**A four-constant hand rule for the charging of a hard-wall spherical dot**

The table holds chemical potentials, addition energies, highest eigenvalues, unpaired electrons and rms radii for 1 to 40 electrons in a hard sphere of radius 7.51 bohr* with a central charge of 2, from spin-polarised Kohn-Sham LDA (PW92) with spherical densities and greedy filling. The program tests a rule in which a charging plateau $(1+cN^{-1/3})/R$, a scaled empty-box gap at shell closures and a constant spin step at half filling add, and compares it with a constant plateau and with a rotor gap built on the rms radius. With the constants fitted on rows 8 to 40, addition energies are reproduced within 1.1 per cent and chemical potentials within 0.15 per cent, and constants from rows 8 to 20 carry over to rows 21 to 40 within 1.1 and 0.25 per cent. From row 8 on, the highest eigenvalue lies half a plateau step above the chemical potential, also at the peaks. The rule fails for the helium-like rows 1 and 2 and the 2s rows 3 and 4, and misses the addition energy of the irregular high-spin row 6 by 7 per cent.

Calculated values. Hard-wall spherical dot of radius 7.51 bohr* with a central point charge of 2 e, in spin-polarised LDA (PW92) with radks and Libxc 2; stars mark effective atomic units. Shells are m-averaged and filled greedily, so a lower state can be missed. The chemical potential is E(N)-E(N-1), the addition energy E(N+1)+E(N-1)-2E(N), and the highest occupied level is named by radial order.

## Numerical check

```python
# Table: spin-polarised LDA-PW92 Kohn-Sham spherical hard-wall dot (radks), R=7.51 bohr*, central charge 2:
# chemical potential, addition energy, eigenvalue, rms radius vs N. Tested: hand rule charging + box gap + spin step.
T = {
    'electrons': [1, 2, 3, 4, 5, 6, 7, 8, 9, 10, 11, 12, 13, 14, 15, 16, 17, 18, 19, 20, 21, 22, 23, 24, 25, 26, 27, 28, 29, 30, 31, 32, 33, 34, 35, 36, 37, 38, 39, 40],
    'chemical_potential': [-1.942, -0.8927, 0.1219, 0.2983, 0.4973, 0.6571, 0.8308, 1.023, 1.181, 1.339, 1.581, 1.736, 1.891, 2.047, 2.202, 2.392, 2.544, 2.697, 2.85, 3.004, 3.258, 3.409, 3.561, 3.713, 3.864, 4.016, 4.168, 4.353, 4.503, 4.654, 4.804, 4.954, 5.104, 5.254, 5.525, 5.674, 5.823, 5.972, 6.122, 6.271],  # hartree*
    'unpaired_electrons': [1, 0, 1, 0, 1, 4, 3, 2, 1, 0, 1, 2, 3, 4, 5, 4, 3, 2, 1, 0, 1, 2, 3, 4, 5, 6, 7, 6, 5, 4, 3, 2, 1, 0, 1, 2, 3, 4, 5, 6],
    'rms_radius': [0.8943, 1.134, 2.783, 3.415, 3.798, 4.068, 4.275, 4.441, 4.577, 4.691, 4.803, 4.897, 4.978, 5.049, 5.112, 5.169, 5.22, 5.266, 5.309, 5.348, 5.388, 5.424, 5.458, 5.489, 5.519, 5.546, 5.572, 5.596, 5.619, 5.641, 5.662, 5.681, 5.7, 5.718, 5.736, 5.754, 5.77, 5.786, 5.802, 5.816],  # bohr*
    'highest_eigenvalue': [-1.51, -0.5702, 0.1948, 0.3764, 0.5793, 0.7348, 0.9084, 1.102, 1.26, 1.419, 1.658, 1.814, 1.969, 2.124, 2.28, 2.468, 2.621, 2.774, 2.927, 3.08, 3.333, 3.485, 3.637, 3.788, 3.94, 4.092, 4.243, 4.428, 4.578, 4.729, 4.879, 5.029, 5.179, 5.33, 5.599, 5.748, 5.898, 6.047, 6.196, 6.346],  # hartree*
    'highest_level': ['1s up', '1s up', '2s up', '2s up', '1p up', '1p up', '1p up', '1p down', '1p down', '1p up', '1d up', '1d up', '1d up', '1d up', '1d up', '1d down', '1d down', '1d down', '1d down', '1d up', '1f up', '1f up', '1f up', '1f up', '1f up', '1f up', '1f up', '1f down', '1f down', '1f down', '1f down', '1f down', '1f down', '1f up', '1g up', '1g up', '1g up', '1g up', '1g up', '1g up'],
    'addition_energy': [None, 1.015, 0.1764, 0.199, 0.1599, 0.1737, 0.1925, 0.1574, 0.1586, 0.2419, 0.155, 0.1553, 0.1554, 0.1554, 0.1898, 0.1525, 0.1529, 0.1531, 0.1532, 0.2539, 0.1516, 0.1517, 0.1517, 0.1517, 0.1517, 0.1516, 0.1859, 0.15, 0.1501, 0.1502, 0.1502, 0.1503, 0.1503, 0.2701, 0.1493, 0.1493, 0.1493, 0.1493, 0.1493, 0.1492],  # hartree*
}
import numpy as np
from scipy.optimize import brentq
from scipy.special import spherical_jn as jn
R, Z = 7.51, 2  # settings from the caption
g = lambda k: np.array([np.nan if v is None else float(v) for v in T[k]])
N = g('electrons').astype(int); mu = g('chemical_potential'); A = g('addition_energy')
ev = g('highest_eigenvalue'); rms = g('rms_radius'); M = g('unpaired_electrons')
x = np.array([brentq(lambda t: jn(l, t), l + 2.0, l + 4.5) for l in range(5)])
eps = x**2 / (2 * R**2)
start = {0: 3, 1: 5, 2: 11, 3: 21, 4: 35}  # first N of 2s,1p,1d,1f,1g; 2s treated as box ground level
lof = lambda n: max([0] + [l for l, s in start.items() if n >= s])
L = np.array([lof(n) for n in N]); k = N - np.array([start[l] for l in L]) + 1
gap = np.array([eps[lof(n + 1)] - eps[lof(n)] for n in N]); closed = gap > 0
half = (k == 2 * L + 1) & (L > 0); h = np.where(L > 0, L - 1 + (k > 2 * L + 1), 0)
hund = np.where(k <= 2 * L + 1, k, 4 * L + 2 - k)
U = lambda c: (1 + c * N**(-1 / 3)) / R
Am = lambda p: U(p[0]) + p[1] * gap + p[2] * half
n = N - 0.5
mm = lambda p: (n + 1.5 * p[0] * n**(2 / 3)) / R + p[1] * eps[L] + p[2] * h + p[3]
def fit(s):
    pl = s & ~closed & ~half; w = N[pl]**(-1 / 3)
    c = np.sum((A[pl] * R - 1) * w) / np.sum(w * w); r = A - U(c)
    b = np.sum((r * gap)[s & closed]) / np.sum(gap[s & closed]**2); X = r[s & half].mean()
    return [c, b, X, np.mean((mu - mm([c, b, X, 0]))[s])]
def st(name, d, ref, s):
    i = np.argmax(abs(d[s])); j = np.argmax(abs(d / ref)[s])
    print(f"{name}: rms {np.sqrt(np.mean(d[s]**2)):.4f} max {d[s][i]:+.4f} (N={N[s][i]}) max% {100*(d/ref)[s][j]:+.2f} (N={N[s][j]})")
S = N >= 8; pl = S & ~closed & ~half  # N<8: core rows, 2s/1p competition, irregular row 6
pf = fit(S); p = [round(pf[0], 2), round(pf[1], 2), round(pf[2], 3), 0]
p[3] = round(float(np.mean((mu - mm(p))[S])), 3)
print("energies in hartree*; rounding floor: A 0.00005, mu and eigenvalue 0.0005 (above 1)")
print("zeros x_l", x.round(4), "box levels", eps.round(4))
print("fit N>=8 c,b,X,mu0:", np.round(pf, 4), "| rounded rule:", p, f"mu0*R {p[3]*R:.2f}")
ex = np.polyfit(np.log(N[pl]), np.log(A[pl] * R - 1), 1)[0]
print(f"1/R {1/R:.4f} 6/5R {1.2/R:.4f} plateau {A[pl].min():.4f}-{A[pl].max():.4f}, free exponent {ex:.3f}")
st("plateau rule-table", U(p[0]) - A, A, pl)
print(f"rival constant U {A[pl].mean():.4f} = {A[pl].mean()*R:.3f}/R"); st("plateau const-table", A[pl].mean() - A, A, pl)
for i in np.where(closed & (N >= 4))[0]:
    e = A[i] - U(p[0])[i]; ro = (L[i] + 1) / rms[i]**2
    print(f"closed N={N[i]}: excess {e:.4f} box gap {gap[i]:.4f} ratio {e/gap[i]:.3f} rotor {ro:.4f} ratio {e/ro:.3f}")
for i in np.where(half)[0]:
    I = 8 / 9 * 0.75 * (3 / np.pi)**(1 / 3) * (4 * np.pi / 3 * R**3)**(-1 / 3) * N[i]**(-2 / 3)
    print(f"half N={N[i]}: excess {A[i]-U(p[0])[i]:.4f} per unpaired {(A[i]-U(p[0])[i])/M[i]:.4f} uniform exchange I*M {I*M[i]:.3f}")
st("A rule N>=8", Am(p) - A, A, S); st("mu rule N>=8", mm(p) - mu, mu, S)
st("eig rule mu_rule+U/2 N>=8", mm(p) + U(p[0]) / 2 - ev, ev, S)
st("eig-mu-U/2 (table mu)", ev - mu - U(p[0]) / 2, ev, S); st("eig-mu-A/2 (table)", ev - mu - A / 2, ev, S)
q = fit(S & (N <= 20)); print("fit N=8-20 only:", np.round(q, 4))
st("A predicted 21-40", Am(q) - A, A, N > 20); st("mu predicted 21-40", mm(q) - mu, mu, N > 20)
for l, nm in enumerate(['2s', '1p', '1d', '1f', '1g']):
    s = (L == l) & (N >= 3)
    print(nm, "dA(m)", *np.round(1e3 * (Am(p) - A)[s], 1)); print(nm, "dmu(m)", *np.round(1e3 * (mm(p) - mu)[s]).astype(int))
for m in (3, 4, 5, 6, 7):
    i = m - 1; print(f"out of fit N={m}: A {Am(p)[i]:.4f} vs {A[i]:.4f} ({100*(Am(p)[i]/A[i]-1):+.0f}%), mu {mm(p)[i]:.3f} vs {mu[i]:.4f} ({100*(mm(p)[i]/mu[i]-1):+.1f}%)")
print(f"N=1 rule {mm(p)[0]:.3f}, -Z^2/2 {-Z*Z/2:.3f}, table {mu[0]}; N=2 rule {mm(p)[1]:.3f}, Z-5/16 {Z*Z/2-(Z-5/16)**2:.3f}, table {mu[1]}")
for m in (20, 30):
    i = m - 1
    print(f"worked N={m}: N^-1/3 {m**(-1/3):.4f} U {U(p[0])[i]:.4f} b*gap {p[1]*gap[i]:.4f} A {Am(p)[i]:.4f} vs {A[i]:.4f}")
    print(f"  n^2/3 {n[i]**(2/3):.3f} charge {(n[i]+1.5*p[0]*n[i]**(2/3))/R:.3f} level {p[1]*eps[L[i]]:.3f} hX {p[2]*h[i]:.3f} mu {mm(p)[i]:.3f} vs {mu[i]:.3f}, eig {mm(p)[i]+U(p[0])[i]/2:.3f} vs {ev[i]:.3f}")
off = [int(a) for a in N[(N >= 3) & (hund != M)]]; print("rows off simple Hund filling:", off)
assert set(int(a) for a in N[S][np.argsort(A[S])[-5:]]) == {10, 15, 20, 27, 34}
assert 1 / R < A[pl].min() and A[pl].max() < 1.2 / R
assert -0.55 < ex < -0.2 and off == [6]
```

Running it gives:

```
energies in hartree*; rounding floor: A 0.00005, mu and eigenvalue 0.0005 (above 1)
zeros x_l [3.1416 4.4934 5.7635 6.9879 8.1826] box levels [0.0875 0.179  0.2945 0.4329 0.5936]
fit N>=8 c,b,X,mu0: [ 0.3919  0.7413  0.0354 -0.4477] | rounded rule: [np.float64(0.39), np.float64(0.74), np.float64(0.035), -0.443] mu0*R -3.33
1/R 0.1332 6/5R 0.1598 plateau 0.1492-0.1586, free exponent -0.280
plateau rule-table: rms 0.0007 max +0.0017 (N=8) max% +1.09 (N=8)
rival constant U 0.1520 = 1.141/R
plateau const-table: rms 0.0026 max -0.0066 (N=9) max% -4.17 (N=9)
closed N=4: excess 0.0331 box gap 0.0915 ratio 0.362 rotor 0.0857 ratio 0.386
closed N=10: excess 0.0846 box gap 0.1155 ratio 0.733 rotor 0.0909 ratio 0.931
closed N=20: excess 0.1016 box gap 0.1384 ratio 0.734 rotor 0.1049 ratio 0.969
closed N=34: excess 0.1209 box gap 0.1607 ratio 0.753 rotor 0.1223 ratio 0.988
half N=7: excess 0.0322 per unpaired 0.0107 uniform exchange I*M 0.044
half N=15: excess 0.0356 per unpaired 0.0071 uniform exchange I*M 0.045
half N=27: excess 0.0354 per unpaired 0.0051 uniform exchange I*M 0.042
A rule N>=8: rms 0.0008 max -0.0020 (N=34) max% +1.09 (N=8)
mu rule N>=8: rms 0.0028 max -0.0066 (N=40) max% +0.15 (N=13)
eig rule mu_rule+U/2 N>=8: rms 0.0029 max -0.0075 (N=40) max% +0.13 (N=13)
eig-mu-U/2 (table mu): rms 0.0006 max +0.0014 (N=34) max% +0.10 (N=10)
eig-mu-A/2 (table): rms 0.0159 max -0.0590 (N=34) max% -2.89 (N=10)
fit N=8-20 only: [ 0.3834  0.7364  0.0359 -0.4375]
A predicted 21-40: rms 0.0010 max -0.0029 (N=34) max% -1.06 (N=34)
mu predicted 21-40: rms 0.0085 max -0.0157 (N=40) max% -0.25 (N=40)
2s dA(m) -7.2 34.6
2s dmu(m) -24 -31
1p dA(m) 3.6 -12.0 2.8 1.7 -0.5 0.8
1p dmu(m) 4 7 -5 -1 0 0
1d dA(m) 1.5 0.5 -0.2 -0.7 -0.6 1.3 0.5 -0.1 -0.6 0.8
1d dmu(m) 1 2 3 2 2 1 3 3 3 2
1f dA(m) 0.4 -0.0 -0.3 -0.5 -0.8 -0.9 -0.4 0.3 -0.0 -0.3 -0.5 -0.8 -1.0 -2.0
1f dmu(m) 3 3 3 3 3 2 0 1 1 0 0 0 -1 -1
1g dA(m) -0.3 -0.4 -0.6 -0.7 -0.8 -0.9
1g dmu(m) -4 -4 -4 -5 -6 -7
out of fit N=3: A 0.1692 vs 0.1764 (-4%), mu 0.098 vs 0.1219 (-19.5%)
out of fit N=4: A 0.2336 vs 0.1990 (+17%), mu 0.267 vs 0.2983 (-10.4%)
out of fit N=5: A 0.1635 vs 0.1599 (+2%), mu 0.501 vs 0.4973 (+0.7%)
out of fit N=6: A 0.1617 vs 0.1737 (-7%), mu 0.665 vs 0.6571 (+1.1%)
out of fit N=7: A 0.1953 vs 0.1925 (+1%), mu 0.826 vs 0.8308 (-0.5%)
N=1 rule -0.263, -Z^2/2 -2.000, table -1.942; N=2 rule -0.076, Z-5/16 -0.848, table -0.8927
worked N=20: N^-1/3 0.3684 U 0.1523 b*gap 0.1024 A 0.2547 vs 0.2539
  n^2/3 7.245 charge 3.161 level 0.218 hX 0.070 mu 3.006 vs 3.004, eig 3.082 vs 3.080
worked N=30: N^-1/3 0.3218 U 0.1499 b*gap 0.0000 A 0.1499 vs 0.1502
  n^2/3 9.547 charge 4.672 level 0.320 hX 0.105 mu 4.654 vs 4.654, eig 4.729 vs 4.729
rows off simple Hund filling: [6]
```
